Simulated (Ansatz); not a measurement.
Calibrating HF/def2-TZVPP on molecular compounds of Ta

The vertical ionisation energy (cation less neutral) in eV of 8 molecular compounds of Ta: x at HF/def2-TZVPP, y at CCSD(T)/def2-TZVPP. Shapes, held fixed at every level: PBE0-D4/def2-TZVP. Flexible molecules stand in one conformer, not always the lowest. Programs: Ansatz 0.2.0.

```
                                             molecule  x (eV)  y (eV)
C2H10NO4Ta (SMILES C[N](C)[Ta]([OH])([OH])([OH])[OH])    7.55    8.61
        C3H10NO3Ta (SMILES C[O][Ta](=[NH])([O]C)[O]C)    7.79    9.36
     C2H7ClFN2Ta (SMILES C[N](C)[Ta](=[NH])([F])[Cl])    8.07       ?
                                        Ta(NH2)2(OH)S    8.09    9.34
                                      Ta(CH3)(NH2)ClS    8.34    9.57
                                        Ta(NH2)(OH)FO    9.43   10.56
                                              Ta(OH)5   10.20   11.24
                                             Ta(OH)4F   10.58   11.64
```

Problem. Fit y = c + s·x to the known rows and predict y for C2H7ClFN2Ta.

Solution. 
1. Means of the 7 rows: x = 8.8543, y = 10.046.
2. Σ(Δx)² = 8.803, Σ(Δx·Δy) = 8.0409, so the slope is 8.0409/8.803 = 0.91343.
3. Intercept: 10.046 − (0.91343) × 8.8543 = 1.958. The largest residual of the fit is 0.29.
4. C2H7ClFN2Ta: 1.958 + 0.91343 × 8.07 = 9.33 eV.

CCSD(T)/def2-TZVPP gives 9.23 eV, so the prediction is off by +0.10 eV, within the largest residual. Uncorrected, HF/def2-TZVPP misses C2H7ClFN2Ta by -1.16 eV, and the other rows by 1.19 on average. The line removes about 90 % of this miss. Left out in turn, the other rows are missed by 0.13 eV on average, so much of the error is systematic among these molecules. Cations run unrestricted. For atoms past krypton def2 sets carry core potentials with scalar relativity. Outer-core shells of Ta are correlated, in sets that cover them unevenly.

Hartree–Fock places every ionisation energy too low, because the neutral molecule has one more electron to correlate than the cation and so gains more from correlation. All these compounds are formally d⁰ Ta(V), so the electron should come mainly from ligand lone pairs or Ta–ligand π bonds. This explains why the hydroxide and hydroxide fluoride, with tightly held O and F electrons, lie highest, while the dimethylamide C2H10NO4Ta, with its methyl-raised nitrogen lone pair, lies lowest.

The trimethoxy imido compound stands out: its correction is the largest, and CCSD(T) moves it from below Ta(NH2)2(OH)S to marginally above it. Strong correlation in the Ta–N π bond is a possible reason, but the imide group alone cannot be the cause, since C2H7ClFN2Ta also has one and shows an ordinary shift. The slope below one owes much to this single row. A uniform shift of 1.19 eV would actually serve the predicted molecule better than the line, so the data support a nearly constant correlation deficit more than one that scales with the ionisation energy.
